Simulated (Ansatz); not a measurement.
Theory: Ansatz 0.2.0, DFT PBE, scalar-relativistic, plane waves, PAW. All cells share a 420 eV cutoff and Γ-centred k meshes spaced at most about 0.3 Å⁻¹ (about 0.25 or finer for metals, 2π included). No spin polarisation in the final relaxations.

These are static total energies at zero pressure.

Compare these two cells of AlCu5, each relaxed at this level.

A.

```yaml
crystal:
  lattice:
    - [2.63923, 0.00000, 0.00000]
    - [-1.31961, 2.28564, 0.00000]
    - [0.00000, 0.00000, 12.46005]
  atoms:
    - { symbol: Al, position: [0.33333, 0.66667, 0.00000] }
    - { symbol: Cu, position: [0.33333, 0.66667, 0.66550] }
    - { symbol: Cu, position: [0.33333, 0.66667, 0.33450] }
    - { symbol: Cu, position: [0.66667, 0.33333, 0.83204] }
    - { symbol: Cu, position: [0.66667, 0.33333, 0.16796] }
    - { symbol: Cu, position: [0.66667, 0.33333, 0.50000] }
```

B.

```yaml
crystal:
  lattice:
    - [3.01178, 0.00000, 0.00000]
    - [0.00000, 3.01178, 0.00000]
    - [0.00000, 0.00000, 8.20455]
  atoms:
    - { symbol: Al, position: [0.00000, 0.00000, 0.50000] }
    - { symbol: Cu, position: [0.00000, 0.00000, 0.83681] }
    - { symbol: Cu, position: [0.50000, 0.50000, 0.67139] }
    - { symbol: Cu, position: [0.50000, 0.50000, 0.32861] }
    - { symbol: Cu, position: [0.00000, 0.00000, 0.16319] }
    - { symbol: Cu, position: [0.50000, 0.50000, 0.00000] }
```

Question: Which form is favoured at zero pressure, and by what margin per atom?

Answer: B is lower, by 49 meV/atom. A has Al and Cu ordered on hcp sites, space group P-6m2 (No. 187), 12.5 Å³/atom and no gap on its mesh; B has Al and Cu ordered on bcc sites, space group P4/mmm (No. 123), 12.4 Å³/atom and no gap. Counting all near atoms (those within 1.25 times the shortest distance at each site; a plus sign parts nearer from farther groups; a slash parts the counts of unlike sites), A has Al 12, Cu 12 and B has Al 14, Cu 10+4/14. Both come from invented guesses. A third cell relaxed alike, in Pmmm, lies 14 meV/atom below the lower of the two.

Cells relaxed within their symmetry can be saddle points.

B's advantage of 49 meV/atom probably owes more to the arrangement of Al than to a preference of the alloy for the bcc lattice. In A, Al fills whole close-packed layers, so every in-plane neighbour of Al is another Al at 2.63923 Å, clearly shorter than the contacts in elemental aluminium. In B, the nearest shell of Al is entirely Cu, and the closest Al–Al separation relaxes to 3.01178 Å. This favours Al–Cu bonding, with its charge transfer and sp–d hybridisation, and relieves the repulsion between the larger Al atoms. The nearly equal volumes suggest that packing density is not decisive.

Elemental copper prefers close packing, and the electron concentration here is below that typical of bcc Hume-Rothery phases, so the result is no evidence that bcc is generally favoured over hcp at this composition. B is not the ground state either, since the Pmmm cell lies lower. An hcp ordering with dispersed Al would be the fairer test of the lattice preference.
